**Question.** Textbooks state that $\mathbf J_1\cdot\mathbf J_2$ has eigenvalues $\tfrac12[J(J+1)-j_1(j_1+1)-j_2(j_2+1)]$ and that this gives the Landé interval rule. I would like to see it derived with nothing skipped: why these $J$, why the coupled states are the eigenstates, and where the formula for the total spread comes from. I work with Eu$^{3+}$ phosphors. How far can I trust the rule for the $^7F_J$ levels?

---

**Answer.** The eigenvalue formula is an exact theorem of angular-momentum algebra. The interval rule needs in addition that the Hamiltonian be linear in $\mathbf J_1\cdot\mathbf J_2$, and for Eu$^{3+}$ this holds only in first order in the spin-orbit constant. Sections 1 to 5 give the algebra, section 6 the coupling constant of $^7F$, sections 7 and 8 the limits, and section 9 the numbers.

## 1. Premises and conventions

Angular momenta are in units of $\hbar$ and energies in cm$^{-1}$. Repeated Cartesian indices are summed.

* **P1.** $[J_{k}^a,J_{k}^b]=i\epsilon_{abc}J_{k}^c$ for $k=1,2$, and $[J_1^a,J_2^b]=0$.
* **P2.** The state space is the product of one multiplet $j_1$ and one multiplet $j_2$, spanned by $|m_1m_2\rangle\equiv|j_1m_1\rangle|j_2m_2\rangle$, so $\mathbf J_k^2=j_k(j_k+1)$ is a number.
* **P3.** On this space $H=E_0+AX$, with $X\equiv\mathbf J_1\cdot\mathbf J_2$ and real constants $E_0$, $A$.

I take over the theory of one angular momentum: $J^\pm=J^x\pm iJ^y$ acts as $J^\pm|jm\rangle=c_\pm(j,m)|j,m\pm1\rangle$ with $c_\pm(j,m)=\sqrt{j(j+1)-m(m\pm1)}$ (Condon-Shortley phases), and a finite space carrying such operators splits into multiplets. The smaller and larger of $j_1,j_2$ are $j_<$ and $j_>$.

## 2. The operator identity

Let $\mathbf J=\mathbf J_1+\mathbf J_2$. The cross commutators vanish by P1, so $[J^a,J^b]=i\epsilon_{abc}(J_1^c+J_2^c)$ and $\mathbf J$ is an angular momentum. Squaring,
$$\mathbf J^2=\mathbf J_1^2+\mathbf J_2^2+\mathbf J_1\cdot\mathbf J_2+\mathbf J_2\cdot\mathbf J_1 .$$
The last two terms are equal because $J_1^a$ and $J_2^a$ commute. Hence
$$X=\tfrac12\left(\mathbf J^2-\mathbf J_1^2-\mathbf J_2^2\right).\tag{1}$$
By P2, $X$ is $\mathbf J^2/2$ minus a number, so it commutes with $\mathbf J^2$ and with each $J^a$. It does not commute with $J_1^z$ alone: $[J_1^z,X]=i(J_1^yJ_2^x-J_1^xJ_2^y)$, and $[J_2^z,X]$ is the negative of this. So $m_1$ and $m_2$ are not conserved, while $M=m_1+m_2$ is.

## 3. Which $J$ occur

Let $n(M)$ be the number of product states with $m_1+m_2=M$, and $N(J)$ the number of multiplets with total angular momentum $J$. A multiplet $J$ supplies one state to each $M$ with $|M|\le J$, so $n(M)=\sum_{J\ge|M|}N(J)$ and
$$N(J)=n(J)-n(J+1).$$
Count for $M\ge0$, with $m_<$ and $m_>$ the projections of the smaller and larger momentum. The partner $m_>=M-m_<$ must not exceed $j_>$, which means $m_<\ge M-j_>$. The lower bound $m_>\ge-j_>$ holds automatically, since $M-m_<\ge-j_<$. If $M\le j_>-j_<$, every $m_<$ is allowed and $n=2j_<+1$. If $j_>-j_<\le M\le j_1+j_2$, then $m_<$ runs from $M-j_>$ to $j_<$ and $n=j_1+j_2-M+1$. Above $j_1+j_2$, $n=0$. The differences give $N(J)=1$ for
$$J=j_>-j_<,\;j_>-j_<+1,\;\dots,\;j_>+j_<\tag{2}$$
and zero otherwise. There are $2j_<+1$ multiplets, each occurring once, and $\sum_J(2J+1)=(2j_1+1)(2j_2+1)$.

## 4. Eigenvalues and eigenvectors

Because each $J$ occurs once, $J$ and $M$ fix a state up to a phase,
$$|JM\rangle=\sum_{m_1m_2}|m_1m_2\rangle\langle j_1m_1j_2m_2|JM\rangle ,$$
with real Clebsch-Gordan coefficients related to the $3j$ symbols by
$$\langle j_1m_1j_2m_2|JM\rangle=(-1)^{j_1-j_2+M}\sqrt{2J+1}\begin{pmatrix}j_1&j_2&J\\ m_1&m_2&-M\end{pmatrix}.$$
Applying (1) to $|JM\rangle$ gives the central result:
$$X|JM\rangle=x_J|JM\rangle,\qquad \boxed{x_J=\tfrac12\left[J(J+1)-j_1(j_1+1)-j_2(j_2+1)\right]}\tag{3}$$
Each eigenvalue is $(2J+1)$-fold degenerate. The $|JM\rangle$ are a basis, so (3) is the whole spectrum.

The same problem can be seen in the product basis. Since $J_1^xJ_2^x+J_1^yJ_2^y=\tfrac12(J_1^+J_2^-+J_1^-J_2^+)$, the matrix of $X$ at fixed $M$ is real, symmetric and tridiagonal. Projecting (3) on $\langle m_1m_2|$ and writing $C(m_1,m_2)$ for the coefficient,
$$(x_J-m_1m_2)\,C(m_1,m_2)=\tfrac12c_+(j_1,m_1)c_-(j_2,m_2)\,C(m_1{+}1,m_2{-}1)+\tfrac12c_-(j_1,m_1)c_+(j_2,m_2)\,C(m_1{-}1,m_2{+}1).\tag{4}$$
The Clebsch-Gordan coefficients are thus the eigenvectors of this matrix. Two cases confirm (3) without using (1). In the stretched state $m_1=j_1$, $m_2=j_2$ both ladder terms vanish, so $x=j_1j_2$, which is (3) at $J=j_1+j_2$. For $j_1=j_2=j$ and $M=0$ try $C(m,-m)=(-1)^{j-m}/\sqrt{2j+1}$. Both neighbours carry the opposite sign, and the ladder products are $j(j+1)-m(m+1)$ and $j(j+1)-m(m-1)$, so the right side of (4) is $-[j(j+1)-m^2]\,C$ and the left side is $(x+m^2)\,C$. Hence $x=-j(j+1)$, which is (3) at $J=0$. Finally, the diagonal element $\langle m_1m_2|X|m_1m_2\rangle=m_1m_2$, expanded in eigenstates, gives the sum rule
$$\sum_J(2J+1)\begin{pmatrix}j_1&j_2&J\\ m_1&m_2&-M\end{pmatrix}^{2}x_J=m_1m_2 .\tag{5}$$

## 5. Interval rule, spread and centre of gravity

By P3, $E(J)=E_0+Ax_J$. In a difference the $j_1,j_2$ terms cancel, and $J(J+1)-(J-1)J=2J$:
$$\boxed{E(J)-E(J-1)=AJ}\tag{6}$$
The gap between neighbours is proportional to the larger $J$ of the pair. For $A>0$ the smallest $J$ is lowest (normal multiplet), and for $A<0$ the largest $J$ is lowest (inverted multiplet).

Since $x_J$ rises monotonically with $J$, the extremes lie at the ends of (2). At the top $x_{\max}=j_<j_>$. At the bottom, $(j_>-j_<)(j_>-j_<+1)=j_>(j_>+1)+j_<^2-j_<-2j_<j_>$, so
$$x_{\min}=\tfrac12\left[-2j_<-2j_<j_>\right]=-j_<(j_>+1).$$
Subtracting,
$$\boxed{E(J_{\max})-E(J_{\min})=A\,j_<(2j_>+1)}\tag{7}$$
and the width of the multiplet is $|A|\,j_<(2j_>+1)$. The same follows by adding the $2j_<$ intervals (6), whose mean $J$ is $j_>+\tfrac12$.

Summing the diagonal elements $m_1m_2$ over all product states gives $\operatorname{Tr}X=(\sum m_1)(\sum m_2)=0$, so
$$\sum_J(2J+1)\,x_J=0 .\tag{8}$$
The degeneracy-weighted centre of the multiplet stays at $E_0$.

**Rotational invariance alone does not give the rule.** Let $H$ commute with $\mathbf J$ on the space P2. It then conserves $J$ and $M$, and because each pair $(J,M)$ occurs once it is diagonal. Commuting with $J^\pm$ makes the eigenvalue independent of $M$. So $H$ is fixed by $2j_<+1$ free numbers $E(J)$. The $x_J$ are distinct, so interpolation writes $H=\sum_{k=0}^{2j_<}a_kX^k$. Equation (6) for all $J$ fixes every level from the lowest one and is therefore equivalent to $a_k=0$ for $k\ge2$. For $j_<=\tfrac12$ the rule has no content, as there is one interval. A term $BX^2$ changes it, through $x_J-x_{J-1}=J$ and $x_J+x_{J-1}=J^2-K$ with $K=j_1(j_1+1)+j_2(j_2+1)$, to
$$\frac{E(J)-E(J-1)}{J}=A+B\,(J^2-K).\tag{9}$$
A plot of interval$/J$ against $J^2$ is flat under the Landé rule and has slope $B$ under (9).

## 6. The coupling constant of $^7F$

Eu$^{3+}$ has the open shell $4f^6$, with $N=6$ electrons of $l=3$. The premises are a single configuration, an electrostatic Hamiltonian that commutes with $\mathbf L$ and $\mathbf S$ separately and defines the terms $^{2S+1}L$, and the one-electron spin-orbit operator
$$H_{so}=\zeta V,\qquad V=\sum_i\mathbf l_i\cdot\mathbf s_i,\qquad \zeta>0 .$$

**The term.** With $S=N/2=3$ and $M_S=3$ all spins are up, and six of the seven orbitals are filled. A hole in orbital $m$ gives $M_L=-m$. The seven determinants have $M_L=-3,\dots,3$ and form one multiplet with $L=3$. So $^7F$ is the only septet of $4f^6$, and it is the ground term by Hund's first rule. It has 49 states and $J=0,\dots,6$.

**First order.** Spin functions with $S=N/2$ are symmetric under all permutations, because they arise from $|\uparrow\cdots\uparrow\rangle$ by the symmetric operator $S^-$. Each $^7F$ basis state is therefore a product of an antisymmetric orbital function and a symmetric spin function. Between symmetric spin functions the matrix element of $\mathbf s_i$ is the same for every $i$, and the sum over $i$ is $\mathbf S$, so $\mathbf s_i\to\mathbf S/N$. Within the term
$$V\to\sum_i\mathbf l_i\cdot\frac{\mathbf S}{N}=\frac{\mathbf L\cdot\mathbf S}{6},\qquad A=\frac{\zeta}{6}.\tag{10}$$
First-order degenerate perturbation theory thus delivers P3 with $j_1=L=3$, $j_2=S=3$, and
$$x_J=\tfrac12J(J+1)-12,\qquad \text{spread}=3\cdot7\,A=21A=\tfrac72\zeta .$$
The multiplet is normal, with $^7F_0$ lowest. For the $^7F$ term of $4f^8$ (Tb$^{3+}$) the stretched determinant has seven up electrons with $\sum m=0$ and one down electron with $m=M_L=3$, so $\langle V\rangle=-M_L/2=-M_LM_S/6$, $A=-\zeta/6$, and the order is inverted.

## 7. The leading violation: second-order spin-orbit coupling

$V$ is a scalar under $\mathbf J$ but a vector under $\mathbf L$ and under $\mathbf S$ separately. It conserves $J,M$ and changes $L$ and $S$ by at most one unit. No $S=4$ exists and $^7F$ is the only septet, so $V$ connects $^7F_J$ to the levels of the same $J$ in the $^5D$, $^5F$ and $^5G$ terms. The second-order shift is
$$E^{(2)}(J)=-\zeta^2\sum_n\frac{|\langle n|V|{}^7F_J\rangle|^2}{\Delta_n},$$
with $\Delta_n$ the electrostatic energy of quintet $n$ above $^7F$. The total weight follows from completeness within the configuration. The $^7F$ part of $V|JM\rangle$ is $(x_J/6)|JM\rangle$, so
$$W(J)\equiv\sum_n|\langle n|V|{}^7F_J\rangle|^2=\langle V^2\rangle_J-\frac{x_J^2}{36}.$$
Now evaluate $V^2=\sum_{ij}l_i^al_j^b\,s_i^as_j^b$ in the term. Curly brackets denote anticommutators.

*Spin factors.* For one spin $s^as^b=\tfrac14\delta_{ab}+\tfrac i2\epsilon_{abc}s^c$, so for $i=j$ the factor is $\tfrac14\delta_{ab}+\tfrac{i}{12}\epsilon_{abc}S^c$. For $i\neq j$ all $N(N-1)=30$ ordered pairs are equivalent, and their sum is $S^aS^b-\sum_is_i^as_i^b=\tfrac12\{S^a,S^b\}-\tfrac32\delta_{ab}$. Each pair contributes $1/30$ of this.

*Orbital factors.* Label orbital states by the hole, $|\bar m\rangle=a_m|\text{full}\rangle$, where full means all seven orbitals filled. For a one-body operator $O=\sum o_{pq}a_p^\dagger a_q$, write $a^\dagger_pa_q=\delta_{pq}-a_qa_p^\dagger$ and use $a_p^\dagger a_m|\text{full}\rangle=\delta_{pm}|\text{full}\rangle$. This gives $\langle\bar m'|O|\bar m\rangle=\delta_{mm'}\operatorname{tr}o-o_{mm'}$, that is $O=\operatorname{tr}o-o^{T}$. Hence $L^a=-(l^a)^T$. With $\operatorname{tr}(l^al^b)=\tfrac13l(l+1)(2l+1)\delta_{ab}=28\delta_{ab}$,
$$Q^{ab}\equiv\sum_il_i^al_i^b=28\delta_{ab}-(l^b)^T(l^a)^T=28\delta_{ab}-L^bL^a=28\delta_{ab}-\tfrac12\{L^a,L^b\}+\tfrac i2\epsilon_{abc}L^c .$$
Its trace over $a=b$ is $84-12=72$, as six electrons with $l(l+1)=12$ require. The $i\ne j$ sum is $L^aL^b-Q^{ab}=\{L^a,L^b\}-28\delta_{ab}$.

*Contraction.* Symmetric parts contract only with symmetric parts. Splitting both factors in $X^2=L^aL^bS^aS^b$ and using $\epsilon_{abc}\epsilon_{abd}=2\delta_{cd}$ gives $\tfrac14\{L^a,L^b\}\{S^a,S^b\}=X^2+\tfrac12X$. The $i=j$ part is $\tfrac{72}4+\tfrac i2\cdot\tfrac i{12}\cdot2X=18-\tfrac{X}{12}$. The $i\ne j$ part is
$$\tfrac1{30}\left[2X^2+X-\tfrac32\cdot24-28\cdot12+28\cdot\tfrac92\right]=\tfrac1{30}\left[2X^2+X-246\right].$$
Adding,
$$\langle V^2\rangle_J=\frac{49}5-\frac{x_J}{20}+\frac{x_J^2}{15},\qquad W(J)=\frac{49}{5}-\frac{x_J}{20}+\frac{7x_J^2}{180}.\tag{11}$$
As a direct test take $J=M=6$, the determinant with up electrons in $m=3,\dots,-2$. The part $\tfrac12\sum l_i^+s_i^-$ of $V$ produces determinants with $M_L=4$, all outside $^7F$, of total weight $\tfrac14(6+10+12+12+10)=12.5$. Equation (11) at $x=9$ gives the same.

*Resolution by term.* Insert the projector on quintets of given $L'$ between the two factors $V$. It commutes with $\mathbf L$ and $\mathbf S$, so the product contains orbital and spin ranks 0, 1, 2 only, equal in pairs because it is a scalar. By the Wigner-Eckart theorem its restriction to $^7F$ is a combination of $1$, $X$ and $X^2+X/2$, hence a quadratic in $y=J(J+1)$. It must vanish where the term has no level: $J=5,6$ for $^5D$, $J=0,6$ for $^5F$, and $J=0,1$ for $^5G$. This fixes each shape. The three constants follow from $W(0)=16$ (only $D$), $W(6)=25/2$ (only $G$) and $W(1)=271/18$ ($D$ and $F$):
$$w_D=\frac{4(42-y)(30-y)}{315},\qquad w_F=\frac{y(42-y)}{96},\qquad w_G=\frac{5y(y-2)}{672}.\tag{12}$$
Each $w$ is summed over all terms with that $L'$, of which $4f^6$ has several.

*Closure estimate.* With one denominator $\Delta$, $E^{(2)}=-(\zeta^2/\Delta)W(J)$. This has the form (9) with $K=24$, an addition $\zeta^2/20\Delta$ to $A$, and $B=-7\zeta^2/180\Delta$:
$$E(J)-E(J-1)=J\left[\frac\zeta6+\frac{\zeta^2}{\Delta}\,\frac{177-7J^2}{180}\right].\tag{13}$$
The low intervals are widened, $J=5$ is almost unchanged, and the top interval is narrowed.

## 8. Range of validity

1. Equations (1) to (5) and (8) are exact for any $j_1,j_2$ under P1 and P2. Equations (6) and (7) are exact under P3.
2. For $LS$ terms, P3 is the first-order result. Relative to $A=\zeta/6$, the correction in (13) is $(6\zeta/\Delta)(177-7J^2)/180$. For the low intervals of $^7F$ the small parameter is therefore about $6\zeta/\Delta$, since the first-order constant is diluted by $1/2S$ and the mixing is not.
3. Terms linear in $\mathbf L$ and in $\mathbf S$, such as spin-other-orbit coupling within the term, only change $A$. Spin-spin coupling is of rank 2 in both, gives $X^2+X/2$, and breaks the rule as in (9). Its scale is set by the Marvin integrals, typically a few cm$^{-1}$ or less for $4f$ ions, far below the $\zeta^2/\Delta$ found in section 9.
4. $J$ must be a good quantum number. A crystal field consists of orbital tensors of rank $k>0$, which are traceless within each $J$, so in first order it splits a level and leaves its centre of gravity in place. The rule then refers to these centres. A crystal-field strength $V_{cf}$ of typically a few hundred cm$^{-1}$ for $4f$ ions is comparable to the lowest $^7F$ intervals, so $J$ mixing, of order $V_{cf}^2$ divided by the gap between the mixed levels, can shift the centres by a noticeable fraction of those intervals, by an amount that depends on the host.

## 9. Numbers for Eu$^{3+}$

The inputs are an approximate spin-orbit constant $\zeta\approx1320$ cm$^{-1}$, typical of Eu$^{3+}$, and an approximate $\Delta\approx2\times10^4$ cm$^{-1}$, the order of the gap to the lowest quintet terms. Then $A=220$ cm$^{-1}$, $\zeta/\Delta=0.066$, $\zeta^2/\Delta=87$ cm$^{-1}$ and $B=-3.4$ cm$^{-1}$. Energies in the table are in $10^3$ cm$^{-1}$. The last column is the second term of (13).

| $J$ | $x_J$ | $E(J)-E(0)$, Landé | interval $AJ$ | $W(J)$ | second-order change of interval |
|---|---|---|---|---|---|
| 0 | $-12$ | 0 | | 16.00 | |
| 1 | $-11$ | 0.22 | 0.22 | 15.06 | $+0.08$ |
| 2 | $-9$ | 0.66 | 0.44 | 13.40 | $+0.14$ |
| 3 | $-6$ | 1.32 | 0.66 | 11.50 | $+0.17$ |
| 4 | $-2$ | 2.20 | 0.88 | 10.06 | $+0.13$ |
| 5 | $3$ | 3.30 | 1.10 | 10.00 | $+0.005$ |
| 6 | $9$ | 4.62 | 1.32 | 12.50 | $-0.22$ |

The Landé ladder has intervals in the ratio $1:2:3:4:5:6$ and a spread $21A=4.62\times10^3$ cm$^{-1}$. Its centre of gravity lies $12A=2.64\times10^3$ cm$^{-1}$ above $^7F_0$, by (8).

Second order pushes $^7F_0$ down by $16\,\zeta^2/\Delta=1.4\times10^3$ cm$^{-1}$ and gives it a $^5D_0$ weight of about $16(\zeta/\Delta)^2=0.07$. Most of the shift is common to all levels. The spread grows by only $(16-12.5)\,\zeta^2/\Delta=0.3\times10^3$ cm$^{-1}$, or 7 %. The individual intervals change much more: the first grows by about 0.4 of its Landé value, and the ratio of the top interval to the first falls from 6 to about 3.6.

The last column is an estimate good to about one figure, for two reasons. First, the denominators differ. By (12), $w_D(0)-w_D(1)=16/9$ and $w_F(1)=5/6$, so the first interval changes by $\zeta^2\left[\tfrac{16}{9\Delta_D}-\tfrac5{6\Delta_F}\right]$, with $\Delta_D$ and $\Delta_F$ effective gaps to the $^5D$ and $^5F$ terms. For $\Delta_D=\Delta$ this runs from $0.08$ to $0.15\times10^3$ cm$^{-1}$ as $\Delta_F$ goes from $\Delta$ to infinity, while weight carried by higher $^5D$ terms raises $\Delta_D$ and lowers it. Second, third order is not negligible. Its renormalisation part, $-(\zeta^3/\Delta^2)\,x_JW(J)/6$ with $\zeta^3/\Delta^2=5.7$ cm$^{-1}$, alone changes the first interval by about $-25$ cm$^{-1}$, and the remaining part, from spin-orbit coupling among the quintets, carries the same prefactor.

For the $^7F$ multiplet the Landé result therefore gives the seven levels, their order from $J=0$ to $J=6$, and the overall width to roughly ten per cent. It does not give the single intervals, least of all $^7F_0\to{}^7F_1$, to better than tens of per cent. For those, the electrostatic and spin-orbit operators have to be diagonalised together in $4f^6$ (intermediate coupling), with the crystal field added for a given host.